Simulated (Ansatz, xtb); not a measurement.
## BFH2NP: which of two isomers lies lower

Structure X: `FBN=P`, a singlet. Structure Y: `FB=NP`, a singlet. Both are isolated molecules in the gas phase, relaxed with B3LYP-D3(BJ)/def2-SVP; the shapes shown needn't be the lowest conformers.

X (Å):

| atom | x (Å) | y (Å) | z (Å) |
| --- | --- | --- | --- |
| B | 0.7767 | -0.3853 | 0.5659 |
| F | 1.7496 | -1.1341 | 0.0354 |
| N | 0.7228 | 0.9782 | 0.3194 |
| P | 0.7601 | 2.5305 | 0.2517 |
| H | -0.0642 | -0.9098 | 1.2563 |
| H | -0.0427 | 2.8015 | -0.9392 |

Y (Å):

```xyz
6

B     1.4438    2.6682   -1.7116
F     2.3784    3.5626   -1.7596
N     0.5296    1.8145   -1.6622
P    -0.5154    0.4836   -1.6482
H    -1.2382    0.7691   -0.4405
H    -1.5738    1.0113   -2.4629
```

Quicker runs give these differences E(Y) − E(X): GFN2-xTB −7.97 kJ/mol; HF/STO-3G −43.95 kJ/mol (at GFN2-xTB geometries); r2SCAN-D4/def2-SVP +2.17 kJ/mol (at GFN2-xTB geometries).

Question: Which of the two would you expect CCSD(T)/def2-TZVPP electronic energies to favour?

Answer: Too close to call at this level: CCSD(T)/def2-TZVPP gives E(Y) − E(X) = +8.21 kJ/mol.

How the difference moves with the method:

```json
{"level": "GFN2-xTB", "geometry": "GFN2-xTB", "E(Y) − E(X) (kJ/mol)": "−7.97", "departure from the last row (kJ/mol)": "−16.17", "job, with rough time for the two": "optimisation, 0.5 s"}
{"level": "HF/STO-3G", "geometry": "GFN2-xTB", "E(Y) − E(X) (kJ/mol)": "−43.95", "departure from the last row (kJ/mol)": "−52.16", "job, with rough time for the two": "single point, 0.79 s"}
{"level": "r2SCAN-D4/def2-SVP", "geometry": "GFN2-xTB", "E(Y) − E(X) (kJ/mol)": "+2.17", "departure from the last row (kJ/mol)": "−6.03", "job, with rough time for the two": "single point, 6.2 s"}
{"level": "B3LYP-D3(BJ)/def2-SVP", "geometry": "B3LYP-D3(BJ)/def2-SVP", "E(Y) − E(X) (kJ/mol)": "+2.37", "departure from the last row (kJ/mol)": "−5.84", "job, with rough time for the two": "optimisation, 99 s"}
{"level": "HF/def2-TZVPP", "geometry": "B3LYP-D3(BJ)/def2-SVP", "E(Y) − E(X) (kJ/mol)": "−9.10", "departure from the last row (kJ/mol)": "−17.30", "job, with rough time for the two": "part of the CCSD(T) run"}
{"level": "MP2/def2-TZVPP", "geometry": "B3LYP-D3(BJ)/def2-SVP", "E(Y) − E(X) (kJ/mol)": "+1.15", "departure from the last row (kJ/mol)": "−7.06", "job, with rough time for the two": "part of the CCSD(T) run"}
{"level": "CCSD(T)/def2-TZVPP", "geometry": "B3LYP-D3(BJ)/def2-SVP", "E(Y) − E(X) (kJ/mol)": "+8.21", "departure from the last row (kJ/mol)": "", "job, with rough time for the two": "single point, 3.3 min"}
```

As drawn, Y has 1 B=N, 1 N–P, 1 P–H in place of 1 B–N, 1 N=P, 1 B–H.

GFN2-xTB, HF/STO-3G, HF/def2-TZVPP put the two in the other order. MP2/def2-TZVPP finds them nearly level. The largest departure from CCSD(T)/def2-TZVPP is that of HF/STO-3G, 52.16 kJ/mol.

With harmonic frequencies from B3LYP-D3(BJ)/def2-SVP (ideal gas, rigid rotor, one conformer each, 298.15 K, 1 atm): on the last row, ΔE + ΔZPE = +8.29, ΔH = +8.74, ΔG = +9.03 kJ/mol.

The correlated steps freeze 8 core orbitals. Mirror images aren't counted in ΔG. Run with Ansatz 0.2.0, xtb 6.7.1; the last row on 1 thread of AMD EPYC (Zen 3) on a shared host.

The coupled-cluster result leans towards X, the iminophosphane, but only modestly, and the vibrational and thermal terms reinforce that lean slightly rather than create it. The near balance reflects a trade: Y gains a short, strongly polar B–N multiple bond and a P–H bond, while X keeps a B–H bond and an N=P π bond. In X the nearly linear B–N–P unit also lets nitrogen donate density into the formally empty boron p orbital, so its B–N link is more than a plain single bond.

With the larger basis, Hartree–Fock prefers Y and correlation reverses the order. This suggests that X has the greater correlation energy, probably because its N=P π bond has a low-lying π* orbital. The much stronger bias towards Y in the minimal basis probably reflects poor description of polarised bonds, especially at phosphorus.

The small energy gap says nothing about kinetic persistence: interconversion requires hydrogen migration, and unhindered iminoboranes and iminophosphanes are both prone to oligomerisation.
